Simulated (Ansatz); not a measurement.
Ti: the change of pressure and energy less free atoms with volume scale

Results calculated with Ansatz 0.2.0, not measured. Periodic Kohn-Sham DFT of a crystal at fixed atoms, scaled to volume_scale times the given cell; pressure positive in compression, energy less spherical unpolarised free atoms, largest_vzz the field gradient of largest size among the nuclei.

The cell before it is scaled or strained (space group Im-3m, No. 229):
```
Ti
1.0
     -1.6410     1.6410     1.6410
      1.6410    -1.6410     1.6410
      1.6410     1.6410    -1.6410
Ti
1
Direct
  0.00000 0.00000 0.00000
```

Settings of every row: method all-electron LAPW; functional PBEsol; relativity scalar; k mesh 14x14x14; filling fermi-dirac; smearing width 0.05 eV; basis error target 0.25 meV/atom; nucleus gaussian.

Atom start moment: 0 on all atoms.

| row | volume scale | V (Å³/atom) | pressure (GPa) | energy less free atoms (eV/atom) |
| --- | --- | --- | --- | --- |
| 1 | 0.94 | 16.616 | -0.498 | -7.1213 |
| 2 | 0.95 | 16.792 | -1.642 | -7.1201 |
| 3 | 0.96 | 16.969 | ? | ? |
| 4 | 0.98 | 17.323 | -4.784 | -7.1093 |
| 5 | 0.99 | 17.499 | -5.741 | -7.1035 |
| 6 | 1 | 17.676 | -6.657 | -7.0967 |
| 7 | 1.01 | 17.853 | -7.533 | -7.0888 |
| 8 | 1.02 | 18.03 | -8.37 | -7.0801 |
| 9 | 1.04 | 18.383 | -9.934 | -7.0598 |
| 10 | 1.05 | 18.56 | -10.663 | -7.0485 |
| 11 | 1.06 | 18.737 | -11.358 | -7.0363 |

Question: what pressure and energy less free atoms should row 3 give?

Worked fit of pressure. Take u = (V_r/V)^(2/3) − 1 with V_r = 17.764 Å³ an atom, which is twice the finite (Eulerian) strain; such expansions in the strain, on which the Birch-Murnaghan equation of state is built, carry the rest volume and the bulk modulus. The shown rows have u = 0.04555, 0.03823, 0.0169, 0.01007, 0.00332, -0.00333, -0.00986, -0.02258, -0.0288, -0.03493. Least squares give pressure = −7.0975 + 131.933 × u + 283.61 × u² GPa; a straight line predicts inner rows, each left out in turn, worse (root mean square 0.17 against 0.0023 GPa). The rows lie off it by 0.002, -0.003, 0.003, -0.001, -0.001, 0.001, 0.001, -0.002, -0.001, 0.002. The withheld row has u = 0.03099, so the fit gives −7.0975 + 131.933 × (0.03099) + 283.61 × (0.03099)² = -2.737 GPa.

The calculation gave -2.736 GPa. The fit lies 0.001 GPa (0.0092 % of the column's range) below it, one unit of the last digit.

Worked fit of energy less free atoms. Take u = (V_r/V)^(2/3) − 1 with V_r = 17.764 Å³ an atom, which is twice the finite (Eulerian) strain; such expansions in the strain, on which the Birch-Murnaghan equation of state is built, carry the rest volume and the bulk modulus. The shown rows have u = 0.04555, 0.03823, 0.0169, 0.01007, 0.00332, -0.00333, -0.00986, -0.02258, -0.0288, -0.03493. Least squares give energy less free atoms = −7.09289 − 1.1798 × u + 12.438 × u² − 5 × u³ eV/atom; a parabola predicts inner rows, each left out in turn, worse (root mean square 7.4e-05 against 4.5e-05 eV/atom). The rows lie off it by 0.0000, 0.0000, 0.0000, 0.0000, 0.0000, 0.0000, -0.0001, 0.0001, 0.0000, 0.0000. The withheld row has u = 0.03099, so the fit gives −7.09289 − 1.1798 × (0.03099) + 12.438 × (0.03099)² − 5 × (0.03099)³ = -7.1177 eV/atom.

The calculation gave -7.1177 eV/atom. The fit meets it to the printed digit.
